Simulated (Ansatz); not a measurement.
# Ligand exchange: Mg(CH3)Br + GeH3(NH2) → Mg(CH3)(NH2) + GeH3Br

Species: Mg(CH3)Br, singlet; GeH3(NH2), singlet; Mg(CH3)(NH2), singlet; GeH3Br `[GeH3][Br]`, singlet. The partners trade Br for NH2: Mg–Br and Ge–NH2 bonds give way to Mg–NH2 and Ge–Br.

Shapes, held fixed at every level: PBE0-D4/def2-TZVP. Programs: Ansatz 0.2.0. Electronic energies: no zero-point or thermal term.

| level | kind | ΔE (kJ/mol) | less CCSD(T)/def2-TZVPP |
| --- | --- | --- | --- |
| HF/def2-SVP | Hartree–Fock | +92.8 | +15.9 |
| HF/def2-TZVPP | Hartree–Fock | +93.0 | +16.1 |
| SPW92/def2-TZVPP | LDA | +72.0 | -4.9 |
| B3LYP-D4/def2-TZVPP | global hybrid | +72.6 | -4.3 |
| wB97M-V/def2-TZVPP | range-separated hybrid | +75.5 | -1.4 |
| MP2/def2-SVP | perturbation theory | +86.7 | +9.8 |
| MP2/def2-TZVPP | perturbation theory | +75.7 | -1.2 |
| CCSD(T)/def2-TZVPP | coupled cluster or CI | +76.9 | 0.0 |

The highest level, CCSD(T)/def2-TZVPP, gives ΔE = +76.9 kJ/mol; the levels span +72.0 to +93.0. The column of differences is taken from that level and isn't an error. No measured value is set beside it here. Relativity is left out for Br, Ge. Outer-core shells of Br, Ge, Mg are correlated in most correlated rows, in sets that cover them unevenly.

The exchange is clearly uphill at every level, so for these isolated molecules the pairing of bromide with magnesium and amide with germanium is favoured in energy. The main reason is probably the stability of the two anions. Bromine holds a negative charge far better than the amido group, and so gains more from the strongly ionic bond to electropositive magnesium, while the more basic amide gains relatively more from a polar covalent bond to germanium. This fits the familiar use of magnesium amides and halogermanes to make Ge–N bonds, the reverse of the reaction as written.

Hartree–Fock exaggerates the cost, so correlation favours the products on balance. Its own result barely moves with basis, whereas MP2 drops from +86.7 to +75.7 kJ/mol, which places the basis sensitivity mainly in the correlation energy. The preference need not keep its size in ether solution, where solvent coordination and amide bridging can stabilise the magnesium species unequally.
